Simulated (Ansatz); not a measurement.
## Ge: energy change per atom and pressure against volume scale

Plane-wave DFT, scalar-relativistic PAW made under PBE with cores redone for the functional, no dispersion; the given relaxed cell is scaled uniformly, energy at zero smearing counts from the unscaled cell, pressure at the given Fermi-Dirac smearing is positive in compression. The results are calculated, by Ansatz 0.2.0.

The cell before it is scaled or strained (space group Im-3m, No. 229):
```
Ge
1.0
     -1.7529     1.7529     1.7529
      1.7529    -1.7529     1.7529
      1.7529     1.7529    -1.7529
Ge
1
Direct
  0.00000 0.00000 0.00000
```

Settings of every row: spin polarised no; functional BLYP; wave cutoff 420 eV; smearing width 0.1 eV; k mesh 14x14x14.

Atom starting moment: 0 on all atoms.

Limits: the cell comes from a prototype or a list of computed structures and needn't be the stable phase.

```csv
row,volume scale,V (Å³/atom),energy change per atom (meV),pressure (GPa)
1,0.88,18.959,51.27,7.64
2,0.92,19.821,19.48,4.4
3,0.96,20.682,3.43,1.82
4,1.04,22.406,6.69,-1.92
5,1.08,23.268,?,?
6,1.12,24.13,42.84,-4.32
```

Question: what energy change per atom and pressure should row 5 give?

Worked fit of energy change per atom. Take u = (V_r/V)^(2/3) − 1 with V_r = 20.682 Å³ an atom, which is twice the finite (Eulerian) strain; such expansions in the strain, on which the Birch-Murnaghan equation of state is built, carry the rest volume and the bulk modulus. The shown rows have u = 0.0597, 0.02875, 0, -0.05198, -0.09769. Least squares give energy change per atom = 3.552 + 341.56 × u + 7625.8 × u² meV; a straight line predicts inner rows, each left out in turn, worse (root mean square 22 against 0.37 meV). The rows lie off it by 0.15, -0.20, -0.12, 0.29, -0.12 (root mean square 0.19 meV). The withheld row has u = -0.07554, so the fit gives 3.552 + 341.56 × (-0.07554) + 7625.8 × (-0.07554)² = 21.27 meV.

The calculation gave 21.52 meV. The fit lies 0.25 meV (1.2 % of the value, 0.52 % of the column's range) below it; its largest miss of a shown row is 0.29 meV.

Worked fit of pressure. Take u = (V_r/V)^(2/3) − 1 with V_r = 20.682 Å³ an atom, which is twice the finite (Eulerian) strain; such expansions in the strain, on which the Birch-Murnaghan equation of state is built, carry the rest volume and the bulk modulus. The shown rows have u = 0.0597, 0.02875, 0, -0.05198, -0.09769. Least squares give pressure = 1.83 + 84.04 × u + 217.3 × u² GPa; a straight line predicts inner rows, each left out in turn, worse (root mean square 0.61 against 0.042 GPa). The rows lie off it by 0.02, -0.03, -0.01, 0.03, -0.01. The pressure vanishes at u = -0.0232, or V = 21.42 Å³ an atom, and there the bulk modulus at fixed shape and fractions is B = −V dP/dV = (2/3)(1 + u) dP/du = 48.2 GPa. The withheld row has u = -0.07554, so the fit gives 1.83 + 84.04 × (-0.07554) + 217.3 × (-0.07554)² = -3.28 GPa.

The calculation gave -3.25 GPa. The fit lies 0.03 GPa (0.25 % of the column's range) below it; its largest miss of a shown row is 0.03 GPa.
